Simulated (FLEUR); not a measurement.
# Fixed-spin-moment energies of CuAu-type NiPt from all-electron PBEsol calculations

We calculate the free energy of the two-atom CuAu-type cell of NiPt while its total spin moment is held at chosen values, and compare it with the run without spin polarisation. A negative energy means that the polarised cell is the more stable of the two. The question is how this energy changes as the moment is forced up from zero, and where the moment settles once it is released. The answer matters for magnetic alloys and thin films that combine a 3d metal with platinum, because it shows whether ferromagnetism is favoured and how stiffly the moment resists a change. The atoms and cell stay fixed, so the energies contain no structural relaxation.

## Set-up

NiPt (CuAu type): a computed cell from the Materials Project; 2 atoms in the cell, atoms and cell held. FLEUR MaX-R8.1, all-electron FLAPW in bulk geometry, scalar-relativistic valence, PBEsol, basis cutoff 3.6 1/bohr, density cutoff 10.8 1/bohr, Fermi-Dirac smearing of 0.08 eV, muffin-tin radii Ni 2.42, Pt 2.42 bohr. Local moments are those inside the muffin-tin spheres. Collinear spins without spin-orbit coupling, 10x10x10 k-points. The total moment is held by two Fermi energies, one for each spin; the row marked free is the unconstrained run, and the row at M = 0 is the run without spin polarisation.

Notes on method and selection:

- Each run ends in the state reached from its start (the fixed-moment runs continue from an earlier run), which may not be the lowest.
- A uniform moment does not probe antiparallel order, which can lie lower.
- At small fixed moments unlike atoms can carry local moments of opposite sign, so the curve need not run smoothly into the unpolarised point.
- Stoner picture: E = M^2 (1/(2N) - I/4) for small M, with N the density of states of both spins at the Fermi energy of the unpolarised run and I the Stoner parameter of the cell.
- A blank cell means that the quantity does not apply to the row, or that its run was not made or gave no value that passed the checks named.
- Cells from the Materials Project can be hypothetical phases.
- Curves that are not smooth, that do not rise at the largest moment or whose runs differ in settings are not tabled.
- Runs that did not converge, have known faults or may not be shown are not listed, and runs on Ansatz's PAW sets soft_1 and soft_2 are kept to separate tables.

Columns:

- fixed moment (μB/cell): total spin moment of the cell, held fixed.
- energy from unpolarised (meV/cell): free energy of the cell less that of the run without spin polarisation.
- Ni moment (μB): largest spin moment inside a Ni sphere, signed along the total.

## Results

| member | fixed moment (μB/cell) | energy from unpolarised (meV/cell) | Ni moment (μB) |
| --- | --- | --- | --- |
| M = 0 muB | 0.000 | 0.0 | – |
| M = 0.277 muB | 0.277 | −1.9 | 0.200 |
| M = 0.553 muB | 0.553 | −7.4 | 0.397 |
| M = 0.83 muB | 0.830 | ? | ? |
| M = 1.06 muB, free | 1.059 | −19.2 | 0.737 |
| M = 1.11 muB | 1.106 | −19.2 | 0.766 |
| M = 1.38 muB | 1.383 | −0.5 | 0.929 |
| M = 1.66 muB | 1.659 | 71.4 | 1.079 |

Cells marked ? are withheld until the estimate has been made.

## What drives the series

The unpolarised state is unstable towards a uniform moment. The energy is already negative at 0.277 μB and reaches −19.2 meV/cell in the free run, where the moment settles at 1.059 μB/cell. The row at 1.106 μB has the same energy to the printed decimal, so the curve is nearly flat there. At 1.383 μB nearly all the gain is lost, and at 1.659 μB the cell lies 71.4 meV above the unpolarised one.

At small moments the energy follows the square of the moment, as the Stoner picture requires: −1.9 / 0.277² = −24.8 and −7.4 / 0.553² = −24.2 meV/μB², equal within the rounding of the energies. The negative sign means that the exchange gain, I/4, exceeds the band-energy cost, 1/(2N).

The cost wins at larger moments. Between the last two rows the energy rises by (71.4 − (−0.5)) / (1.659 − 1.383) = 261 meV/μB, against (−0.5 − (−19.2)) / (1.383 − 1.106) = 68 meV/μB in the step before. Since raising the moment by 1 μB moves half an electron from one spin to the other, the slope is half the separation of the two Fermi energies. That separation therefore averages 2 × 261 = 522 meV over the last step.

The likely cause is the filling of the majority-spin d band of nickel, after which further majority electrons must enter states that are sparse and higher in energy. The Ni moments fit this reading. The Ni sphere takes up (0.397 − 0.200) / (0.553 − 0.277) = 0.71 of the added moment early on, but only (1.079 − 0.929) / (1.659 − 1.383) = 0.54 in the last step. Platinum, polarised parallel to nickel through d-band hybridisation, carries part of the remainder.



## Predicting the missing value

Plain estimates from the members shown:

- M = 0.83 muB, straight-line interpolation between M = 0.553 muB and M = 1.06 muB, free: w = (0.830 − 0.553) / (1.059 − 0.553) = 0.547, so −7.4 + 0.547 × (−19.2 − (−7.4)) = −13.9 meV/cell

The straight line between the neighbouring rows gives −13.9 meV/cell at 0.830 μB. It should lie too high, because the energy flattens towards the minimum at 1.059 μB and the curve therefore sags below the chord.

We use instead the even expansion E = aM² + bM⁴ + cM⁶, which extends the Stoner form. With x = M², E/x is a quadratic in x, fixed here by the rows at 0.553, 1.059 and 1.383 μB. Their values of x are 0.553² = 0.306, 1.059² = 1.121 and 1.383² = 1.913, and those of E/x are −7.4 / 0.553² = −24.20, −19.2 / 1.059² = −17.12 and −0.5 / 1.383² = −0.26 meV/μB². The successive slopes are (−17.12 − (−24.20)) / (1.059² − 0.553²) = 8.68 and (−0.26 − (−17.12)) / (1.383² − 1.059²) = 21.31, and the second divided difference is (21.31 − 8.68) / (1.913 − 0.306) = 7.86.

At x = 0.830² = 0.689 the distances to the first two points are 0.689 − 0.306 = 0.383 and 1.121 − 0.689 = 0.432. This gives E/x = −24.20 + 8.68 × 0.383 − 7.86 × 0.383 × 0.432 = −22.18 meV/μB², and E = −22.18 × 0.689 = −15.3 meV/cell.

The same curve gives −1.9 meV at 0.277 μB, as tabulated. At 1.106 μB, where x = 1.106² = 1.223, it gives (−24.20 + 8.68 × (1.223 − 0.306) + 7.86 × (1.223 − 0.306) × (1.223 − 1.121)) × 1.223 = −19.0 meV against −19.2 meV. If the row at 0.553 μB is replaced by that at 0.277 μB in the construction, the omitted energy comes out as roughly −7.5 meV against −7.4 meV. These misses are 0.0 to 0.2 meV; we take 0.3 meV as the error because the estimate lies in the middle of a wider gap.

**Committed estimate, M = 0.83 muB: energy from unpolarised = −15.3 ± 0.3 meV/cell.**

## The withheld result

| member | fixed moment (μB/cell) | energy from unpolarised (meV/cell) | Ni moment (μB) |
| --- | --- | --- | --- |
| M = 0.83 muB | 0.830 | −15.1 | 0.589 |

| member | estimate | energy from unpolarised (meV/cell) | computed | estimate − computed | miss in error bars |
| --- | --- | --- | --- | --- | --- |
| M = 0.83 muB | committed | −15.3 | −15.1 | −0.2 | 0.7 |
| M = 0.83 muB | interpolation | −13.9 | −15.1 | +1.2 |  |

The estimate of −15.3 ± 0.3 meV/cell lies 0.2 meV below the computed −15.1 meV/cell and inside its error bar. The straight line between the neighbouring rows gave −13.9 meV/cell and missed by 1.2 meV, on the side expected for a curve that flattens towards its minimum.

The higher terms of the even expansion were needed. The square law alone, scaled from the row at 0.553 μB, would give −7.4 × (0.830 / 0.553)² = −16.7 meV/cell, which is 1.6 meV too deep. The free energy at 0.08 eV smearing thus departs upwards from the square law well before the moment settles. This early departure comes from the smearing, because the cell loses electronic entropy as the moment grows. When the energies of the same runs are extrapolated to zero smearing, they fall at first slightly faster than the square law. Our account of the series left this out. It named band energy as the only cost, and its statement that nearly all the gain is lost at 1.383 μB holds only at this smearing: after the extrapolation a large part of the gain is still there.

The account of the moments needs one correction. The platinum sphere, whose moment is not tabled, holds slightly more than the whole remainder left by nickel in every polarised run, and a small opposite moment lies between the spheres. The nickel share of each added moment also falls gradually, so the majority d band does not fill at one sharp point.

## Residuals

No row breaks the smooth course of the energy, but the one at 1.659 μB lies far from the others in size, at +71.4 meV/cell. The sign is that of a band-energy cost which has overtaken the exchange gain: majority electrons are forced into higher states while lower minority states are emptied. The loss of electronic entropy adds to the value, but the sign stays positive when the smearing is extrapolated to zero.

This row also shows where our expansion stops working. Continued from its three fixing points at 0.553, 1.059 and 1.383 μB, it gives about 78 meV/cell, roughly 7 meV too high. The likeliest reason is the cut after the sixth power, since a short polynomial need not follow the band structure outside the points that fix it. The excess is far above the rounding of the energies and does not call for a change of magnetic order, as nickel and platinum remain parallel here.

## Closing remarks

For uniform polarisation at this fixed cell and a Fermi-Dirac smearing of 0.08 eV, PBEsol places the moment at 1.059 μB/cell, with a free energy 19.2 meV/cell below that of the unpolarised state. Both values depend on the smearing. Extrapolated to zero smearing, the polarised state is still favoured, but the well is much deeper and its minimum lies at a larger moment. All rows share one smearing and one k mesh, so the series does not test convergence in either. Between 0.277 and 1.383 μB the even expansion reproduces the rows that did not fix it to about 0.2 meV. That figure, like the error bar of the estimate, measures interpolation among these free energies and does not cover the effect of the smearing.

With 1 μB in 1 T worth roughly 0.058 meV, the mean slope from 1.106 to 1.383 μB corresponds to 67.5 / 0.058 ≈ 1200 T. Laboratory fields can therefore barely stretch the calculated moment. Extrapolation to zero smearing lowers this slope, but leaves it far beyond the reach of such fields.

Spin fluctuations can offset part of the energy gained by polarisation. They lower the moment and are largely missing from semilocal functionals, which tend to overstate weak itinerant magnetism. Chemically ordered NiPt is generally reported as not ferromagnetic, unlike the disordered alloy, so the calculated moment should not be taken as that of the real ordered compound.
